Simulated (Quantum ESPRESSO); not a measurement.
# Shift of the E1, A1 and upper E2 phonons of wurtzite SiC under biaxial strain of −3 to +3 % (LDA, linear response)

In wurtzite SiC every silicon atom is bonded to four carbon atoms, and every carbon to four silicon atoms, by stiff, partly polar covalent bonds. One bond of each four lies along z; the other three slant towards the xy plane. A film grown on a substrate with a different lattice or thermal expansion is strained in that plane, which alters carrier mobility and can lead to cracks or bowing. A Raman line reports the strain without contact, provided its shift per per cent is known.

The problem is to find that shift for three zone-centre optical modes. Frequencies are calculated for equal strain along x and y with no stress along z, and shifts are counted from the unstrained crystal at the same level, tension being positive.

## Computational details

One crystal, SiC (wurtzite) (known phase), relaxed once; z is the main axis. The cell was strained equally along x and y, with the z edge set so that the stress along z vanishes. Forces on the atoms are under 0.01 eV/Å in every row. Program: Quantum ESPRESSO 7.5, plane waves, LDA, PseudoDojo norm-conserving potentials, scalar-relativistic, no spin-orbit coupling, no spin; linear response. Plane-wave runs: cutoff 1225 eV; k meshes with a least product of divisions and cell-vector length from 26 to 29 Å; fixed occupations. The tabled runs alone: cutoff 1225 eV, k length 27 to 28 Å, k mesh 9×9×6.

Notes on method and selection:

- Harmonic values at the static lattice; measured values carry thermal expansion and anharmonic shifts at their temperature.
- In a polar crystal the macroscopic field, left out here, lifts whichever component is longitudinal for the scattering geometry.
- Runs that did not converge, have known faults or may not be shown are not listed, and runs on Ansatz's PAW sets soft_1 and soft_2 are kept to separate tables.

Columns:

- biaxial strain (%): equal strain along x and y; tension positive.
- strain along z (%): strain along z that goes with it.
- stress (GPa): stress along x, tension positive.
- E1 mode (cm⁻¹): zone-centre optical mode, E1; no LO-TO term, no sum rule.
- A1 mode (cm⁻¹): zone-centre optical mode, A1; no LO-TO term, no sum rule.
- E2 no. 2 mode (cm⁻¹): zone-centre optical mode, E2 no. 2; no LO-TO term, no sum rule.

Input lines of one member:

```
phonons
&INPUTPH
  prefix = 'x'
  outdir = './tmp'
  fildyn = 's.dyn'
  tr2_ph = 1.0d-18
  epsil  = .true.
/
0.000000000000 0.000000000000 0.000000000000
```

Command (options for logging and memory left out): `OMP_NUM_THREADS=1 mpirun -n 4 ph.x -nk 4 -in ph.in > ph.out`

## Results

| member | biaxial strain (%) | strain along z (%) | stress (GPa) | E1 mode (cm⁻¹) | A1 mode (cm⁻¹) | E2 no. 2 mode (cm⁻¹) |
| --- | --- | --- | --- | --- | --- | --- |
| −3.0 % | −3 | 0.64 | −21.08 | 860.89 | 805.44 | 830.78 |
| −2.0 % | −2 | 0.42 | −13.52 | 841.68 | 792.80 | 810.56 |
| −1.0 % | −1 | 0.20 | −6.50 | 821.89 | 781.49 | 789.75 |
| +0.0 % | 0 | 0.00 | 0.00 | 801.56 | 771.53 | 768.35 |
| +1.0 % | 1 | −0.19 | 5.99 | 780.88 | 762.77 | 746.54 |
| +2.0 % | 2 | −0.38 | 11.49 | 759.90 | 755.17 | 724.37 |
| +3.0 % | 3 | −0.56 | 16.52 | 738.71 | 748.68 | 701.92 |

Least-squares fits to the whole series, with x = biaxial strain (%); R² and errors in the fitted variable (y, or ln y where the fit is in ln y):

| y | members | fit | R² | rms residual | leave-one-out rms | the same for the mean of the others |
| --- | --- | --- | --- | --- | --- | --- |
| E1 mode (cm⁻¹) | 7 | y = 800.8 − 20.40 x | 1.00 | 0.69 | 1.1 | 48 |
| A1 mode (cm⁻¹) | 7 | y = 774.0 − 9.438 x | 0.99 | 2.1 | 3.5 | 22 |

## Mechanism

All three modes fall at every step from compression to tension. The slope at zero strain follows from the rows at −1 and +1 %:

- E2: (746.54 − 789.75) / 2 = −21.6 cm⁻¹ per %
- E1: (780.88 − 821.89) / 2 = −20.5 cm⁻¹ per %
- A1: (762.77 − 781.49) / 2 = −9.36 cm⁻¹ per %

Between the same two rows the stress changes by 5.99 + 6.50 = 12.49 GPa, so E2 shifts by (746.54 − 789.75) / 12.49 = −3.46 cm⁻¹ per GPa.

The fall comes from anharmonic bonding: a stretched bond has a smaller force constant. With $\omega=\sqrt{K/\mu}$, where $K$ is the effective force constant and $\mu$ the fixed effective mass of the mode, a small change obeys $\Delta\omega/\omega=\Delta K/(2K)$. For E1, 20.5 / 801.56 = 2.56 %, so $K$ drops by about 5.1 % per per cent of strain. For A1, 9.36 / 771.53 = 1.21 %, a drop of about 2.4 %.

The difference follows from the direction of motion. In E1 and E2 the atoms move in the xy plane, where the restoring force comes mainly from the slanting bonds, and these are the bonds that biaxial tension stretches. In A1 the atoms move along z, and the bond along z supplies most of the stiffness. The z edge shrinks by only 0.19 % at +1 % strain. If the bond along z shrank in step, it would raise A1. The fall therefore points to the softer slanting bonds, possibly helped by a flattening of the Si–C double layers that lengthens the bond along z in spite of the shorter edge.

Unequal slopes also change the order of the lines. A1 lies below E2 at −1 %, above it at zero strain, and above E1 as well at +3 %. A line in a strained film therefore has to be assigned by its polarisation, not by its place in the sequence.

## Exceptions

Largest departures from the fit to the whole series:

| member | E1 mode (cm⁻¹) | fit | computed − fit | in rms residuals |
| --- | --- | --- | --- | --- |
| −3.0 % | 860.89 | 862.00 | −1.11 | 1.6 |
| +3.0 % | 738.71 | 739.60 | −0.89 | 1.3 |
| +0.0 % | 801.56 | 800.80 | +0.76 | 1.1 |
| −1.0 % | 821.89 | 821.20 | +0.69 | 1.0 |

The largest departures from the straight lines belong to A1 at the two ends of the series. At −3 % the fit gives 774.0 + 9.438 × 3 = 802.31 cm⁻¹, and the mode lies 805.44 − 802.31 = 3.1 cm⁻¹ above it. At +3 % the fit gives 774.0 − 9.438 × 3 = 745.69 cm⁻¹, and the mode lies 748.68 − 745.69 = 3.0 cm⁻¹ above. At zero strain it lies 774.0 − 771.53 = 2.5 cm⁻¹ below. This is a smooth curvature: the step per per cent shrinks from 805.44 − 792.80 = 12.64 cm⁻¹ at the compressed end to 755.17 − 748.68 = 6.49 cm⁻¹ at the stretched end. A possible reason is that flatter double layers give the slanting bonds less weight in motion along z, so that their further softening matters less.

E1 bends the other way and much less, lying 1.11 cm⁻¹ below its fit at −3 % and 0.89 cm⁻¹ below at +3 %. Here the square root in $\omega=\sqrt{K/\mu}$ more than accounts for the bend. The squared frequency, which follows $K$, falls almost evenly and even a little more slowly under tension, by (860.89² − 801.56²) / 3 ≈ 32900 cm⁻² per % on the compressed side and (801.56² − 738.71²) / 3 ≈ 32300 cm⁻² per % on the stretched side.

## Problems

**The E2 line of a film lies 5 cm⁻¹ below that of an unstrained crystal. What are the strain and the stress?**

The strain is 5 / 21.6 = 0.23 %, and it is tensile because the line has moved down. The stress is 5 / 3.46 = 1.4 GPa along x and equally along y.

**How wrong is the zero-strain slope when the true strain is +3 %?**

E2 has shifted by 701.92 − 768.35 = −66.43 cm⁻¹, which the slope reads as 66.43 / 21.6 = 3.08 %, close to the true value. A1 has shifted by 748.68 − 771.53 = −22.85 cm⁻¹, read as 22.85 / 9.36 = 2.44 %, too small by about a fifth. At large strain A1 should be interpolated between the rows.

**Can strain be read when the spectrometer has an unknown constant offset?**

The separation E2 − A1 is free of the offset. It is 789.75 − 781.49 = 8.26 cm⁻¹ at −1 % and 746.54 − 762.77 = −16.23 cm⁻¹ at +1 %, a slope of (−16.23 − 8.26) / 2 = −12.2 cm⁻¹ per %. A separation 6 cm⁻¹ lower than in the unstrained crystal then means 6 / 12.2 = 0.49 % tension. The A1 line must be recorded as a transverse mode, for example from a side face.

## Summary

For biaxial strain with a free z axis, E2 and E1 shift by about −21 cm⁻¹ per % and stay nearly linear from −3 to +3 %. A1 shifts by less than half as much near zero strain and is clearly curved. Uniaxial or hydrostatic loading requires other coefficients.

E2 is the natural gauge: it is non-polar, so the macroscopic field leaves it alone, and it is Raman-active in backscattering along z. In that geometry A1 appears as a longitudinal mode, which the field raises above the tabled value; its strain shift was not calculated.

Thermal expansion and anharmonicity generally lower measured lines relative to these harmonic, static-lattice frequencies, while the slightly short bonds usual in LDA tend to raise the calculated ones. Strain is therefore better read from a shift against an unstrained sample at the same temperature than from an absolute position.

[Logs are printed without paths, hosts, clocks, repeated set-up lines and the standing remarks that a program may print on its own settings, such as how far it seeks lower states.]
